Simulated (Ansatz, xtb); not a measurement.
C3H5NOSSi: which of two isomers lies lower

We compare I, `[SiH3]Oc1cscn1`, a singlet, with II, `[SiH3]Oc1ccns1`, a singlet. Both are isolated molecules in the gas phase, relaxed with r2SCAN-D4/def2-SVP, each in the lowest conformer that the search found.

Energies in hartree; the thermal terms are from GFN2-xTB frequencies at re-optimised GFN2-xTB minima (ideal gas, soft modes damped towards free rotors, one conformer each, 298.15 K, 1 atm) and include the zero-point energy:

|  | I | II |
| --- | --- | --- |
| E, CCSD(T)/def2-SVP | −932.939966 | −932.920072 |
| E, MP2/def2-SVP | −932.855455 | −932.834848 |
| E, MP2/def2-TZVPP | −933.626604 | −933.611185 |
| zero-point energy | 0.072266 | 0.072305 |
| H(298 K) − E | 0.080845 | 0.080941 |
| G(298 K) − E | 0.039527 | 0.039463 |

Problem. Correct the CCSD(T) difference for the basis set by the MP2 change, then work out ΔE, ΔE₀, ΔH and ΔG for I → II in kcal/mol (1 Eh = 627.51 kcal/mol) and the equilibrium ratio [II]/[I].

Solution. 1. Differences II − I: CCSD(T) +0.019894, MP2 in the small set +0.020607, MP2 in the large set +0.015419 Eh.
2. ΔE = +0.019894 + (+0.015419 − (+0.020607)) = +0.014706 Eh = +9.23 kcal/mol.
3. ΔE₀ = ΔE + ΔZPE = +0.014706 + (+0.000039) Eh = +9.25 kcal/mol.
4. ΔH = ΔE + (+0.000096) Eh = +9.29 kcal/mol.
5. ΔG = ΔE + (−0.000064) Eh = +9.19 kcal/mol, so ΔS = (ΔH − ΔG)/T = +1.4 J/(mol K).
6. kT = 0.9442 mEh, so K = [II]/[I] = exp(−ΔG/kT) = exp(−15.51) ≈ 1.8 × 10^−7.

Structure I is favoured at this temperature. An error of 1 kcal/mol in ΔG would change K by a factor of 5.4. The basis-set step is large, which makes the value less sure. Mirror images and further conformers aren't counted.

As drawn, II has 1 C∷C, 1 N∷S in place of 1 C∷S, 1 C∷N (∷ is an aromatic bond).

Other levels gave ΔE = +5.2 (GFN2-xTB); +7.6 (HF/STO-3G, GFN2-xTB geometries); +12.6 (r2SCAN-D4/def2-SVP//GFN2-xTB); +12.1 (r2SCAN-D4/def2-SVP); +12.9 (HF/def2-SVP); +12.9 (MP2/def2-SVP); +12.5 (CCSD(T)/def2-SVP) kcal/mol. The correlated steps freeze 15 core orbitals. Programs: Ansatz 0.2.0, xtb 6.7.1.

The 4-silyloxythiazole I lies below the 5-silyloxyisothiazole II at every level listed, and the preference is almost wholly electronic, since two similar aromatic five-membered rings have nearly the same vibrational and entropic terms. The main cause is probably the N–S bond in II: it is weak, with adjacent lone pairs repelling each other, and the extra C–C bond doesn't make up for the C–S and C–N bonds lost. The substituent likely works the other way, because in II the oxygen can donate through the C=C bond to the ring nitrogen, a push-pull path that I lacks.

In the def2-SVP basis, HF, MP2 and CCSD(T) give +12.9, +12.9 and +12.5 kcal/mol, so correlation hardly alters the gap. The larger basis narrows it, which suggests that the small one describes sulfur's polarisation in the N–S bond poorly. The equilibrium ratio says nothing about how readily the isomers interconvert, which would require the ring skeleton to be rearranged.
